**Question.** I model a Li atom in one optical-trap well as $V=-V_0\,\mathrm{sech}^2(ax)$. How many levels does it hold, and how do they change with depth and isotope?

**Answer.** One dimensionless number fixes everything. Set $u=ax$, $\varepsilon=\hbar^2a^2/2m$, $g=V_0/\varepsilon$ and $E=-\varepsilon\kappa^2$ with $\kappa>0$, the zero of energy lying outside the well. This is the modified Pöschl–Teller problem:

$$\psi''+\left[\lambda(\lambda+1)\,\mathrm{sech}^2u-\kappa^2\right]\psi=0,\qquad \lambda(\lambda+1)=g,\qquad \lambda=-\tfrac12+\sqrt{\tfrac14+g}.$$

The solution decaying at $u\to+\infty$ is

$$\psi=\mathrm{sech}^{\kappa}u\;{}_2F_1(\kappa-\lambda,\ \kappa+\lambda+1;\ \kappa+1;\ z),\qquad z=\tfrac12(1-\tanh u).$$

As $u\to-\infty$, $z\to1$ and ${}_2F_1$ diverges as $(1-z)^{-\kappa}\sim e^{2\kappa|u|}$ with a coefficient proportional to $1/\Gamma(\kappa-\lambda)$. So $\psi$ grows as $e^{\kappa|u|}$ unless $\kappa-\lambda=-n$, where the series terminates:

$$E_n=-\varepsilon(\lambda-n)^2,\qquad 0\le n<\lambda,\qquad N=\lceil\lambda\rceil\ge1 .$$

At integer $\lambda$, $n=\lambda$ gives $E=0$ and is not normalisable. The guarantee $N\ge1$ is a one-dimensional property.

**Inputs.** Take the tight, horizontal direction of a light sheet, $-V_0e^{-2x^2/w^2}$, with the other two directions assumed loose and separable. Matching depth and curvature gives $a=\sqrt2/w$, so $\varepsilon=\hbar^2/mw^2$. I assume $w=1.00\ \mu$m and approximate masses $7.016\,m_u$ and $6.015\,m_u$, with $m_u$ the atomic mass constant. Then $\varepsilon/k_B=69.1$ nK and $\varepsilon/h=1.44$ kHz for $^7$Li, and $\varepsilon/k_B=80.6$ nK for $^6$Li. The depths are illustrative, so the entries are the model's. Here $h\nu_{01}=E_1-E_0=(2\lambda-1)\varepsilon$, and $h\nu_{\rm h}=2\sqrt g\,\varepsilon$ is the harmonic quantum from the curvature.

| atom | $V_0/k_B$ (µK) | $g$ | $\lambda$ | $N$ | $\lvert E_0\rvert/V_0$ | $\nu_{01}$ (kHz) | $\nu_{\rm h}$ (kHz) |
|---|---|---|---|---|---|---|---|
| $^7$Li | 0.1 | 1.446 | 0.802 | 1 | 0.445 | none | 3.47 |
| $^7$Li | 1 | 14.46 | 3.34 | 4 | 0.769 | 8.17 | 11.0 |
| $^7$Li | 10 | 144.6 | 11.54 | 12 | 0.920 | 31.8 | 34.7 |
| $^7$Li | 100 | 1446 | 37.53 | 38 | 0.974 | 106.7 | 109.6 |
| $^6$Li | 10 | 124.0 | 10.65 | 11 | 0.914 | 34.1 | 37.4 |

**Trends.**

- *Count.* For large $g$, $\lambda\approx\sqrt g-\tfrac12$ with $\sqrt g=w\sqrt{mV_0}/\hbar$. A hundredfold depth gives about ten times the levels (4 to 38). Level $n$ binds once $V_0>n(n+1)\varepsilon$, so the second $^7$Li level needs 138 nK, above the first row's depth.
- *Ground state.* $|E_0|/V_0=\lambda^2/g=\lambda/(\lambda+1)$. For small $g$, $\lambda\approx g$ and $E_0\approx-V_0^2/\varepsilon$. For large $g$, $E_0$ approaches $-V_0+h\nu_{\rm h}/2$.
- *Anharmonicity.* Spacings $E_{n+1}-E_n=(2\lambda-2n-1)\varepsilon$ fall by $2\varepsilon$ per step, whatever the depth. Also $h\nu_{01}=h\nu_{\rm h}-2\varepsilon+\varepsilon/(4\sqrt g)+\dots$, a deficit near $2\varepsilon/h=2.88$ kHz for $^7$Li. Deeper wells are more harmonic only in relative terms.
- *Isotope.* At equal depth $g\propto m$ and $\nu_{\rm h}\propto m^{-1/2}$, so $^6$Li has wider spacings and, here, one level fewer.

**How far the fit misses the Gaussian.** In the variable $u$ the beam profile is $e^{-u^2}=1-u^2+\tfrac12u^4-\dots$, against $\mathrm{sech}^2u=1-u^2+\tfrac23u^4-\dots$. A term $-c_4V_0u^4$ in the potential shifts $E_1-E_0$ by $-3c_4\varepsilon$ in first order, since $\langle u^4\rangle_1-\langle u^4\rangle_0=3/g$ in the oscillator states. A deep Gaussian therefore has a deficit of $\tfrac32\varepsilon/h=2.16$ kHz instead of 2.88 kHz.

The sech-squared tails are also too wide. With $V=-V_0f(u)$, the semiclassical count is $\lfloor(\sqrt g/\pi)\int\sqrt f\,du+\tfrac12\rfloor$. The integral is $\pi$ for $\mathrm{sech}^2u$ and $\sqrt{2\pi}$ for the Gaussian, so deep wells are overcounted by a factor $\sqrt{\pi/2}=1.25$. At 100 µK this estimate returns 38 for the model and about 30 for the Gaussian. For $g\to0$, $\kappa\approx\tfrac g2\int f\,du$ with integrals $2$ and $\sqrt\pi$, so the model overbinds by $4/\pi=1.27$. The curvature fit is good for the low levels of a deep well and poor near threshold.